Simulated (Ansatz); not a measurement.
# A ladder of methods for PH (SMILES [PH])

The species is PH (2 atoms), meant as a triplet with charge 0. SMILES: `[PH]`. The shape is that of a PBE0-D4/def2-TZVP optimisation.

```xyz
2

P     0.0000    0.0000   -0.0146
H     0.0000    0.0000    1.4137
```

Each level gives the vertical ionisation energy (to the doublet cation) (eV). The values are calculated.

```csv
level,kind,program,value (eV),less CCSDT/cc-pVDZ
USVWN5/cc-pVDZ,LDA,Ansatz,10.26,+0.36
U-revPBE/cc-pVDZ,GGA,Ansatz,10.19,+0.29
U-r2SCAN/cc-pVDZ,meta-GGA,Ansatz,10.43,+0.53
UB3LYP/cc-pVDZ,global hybrid,Ansatz,10.15,+0.25
UCAM-B3LYP/cc-pVDZ,range-separated hybrid,Ansatz,10.15,+0.25
UB2PLYP/cc-pVDZ,double hybrid,Ansatz,10.02,+0.12
UMP2/cc-pVDZ,perturbation theory,Ansatz,9.97,+0.07
UCCSDT/cc-pVDZ,coupled cluster or CI,Ansatz,9.90,0.00
FCI/3-21G,exact in the basis,Ansatz,9.73,-0.17
```

Differences are taken from UCCSDT/cc-pVDZ for orientation; it has basis-set and higher-order errors of its own. The values span 9.73 to 10.43 eV. High-level rows in very small sets aren't better than simpler rows in larger ones.

Ionisation of triplet PH removes one of two parallel-spin electrons from the degenerate, essentially nonbonding phosphorus 3pπ pair, leaving a ²Π cation. Because the P–H σ bond is largely untouched, the vertical and adiabatic energies should lie close together.

The density functionals all lie above UCCSDT, but not in ladder order: r2SCAN gives the highest value, 10.43 eV, above both the LDA and the GGA. B3LYP and CAM-B3LYP agree at 10.15 eV, which suggests that long-range exchange matters little for the energy difference between two such compact species.

The coupled-cluster value of 9.90 eV is itself below the well-known experimental ionisation energy. The likely cause is the lack of higher angular functions in cc-pVDZ: the neutral has more valence electron pairs to correlate than the cation, so it loses more correlation energy. Density functionals depend less on such functions, so the hybrids' positive offsets from UCCSDT don't show that they are less accurate against experiment.
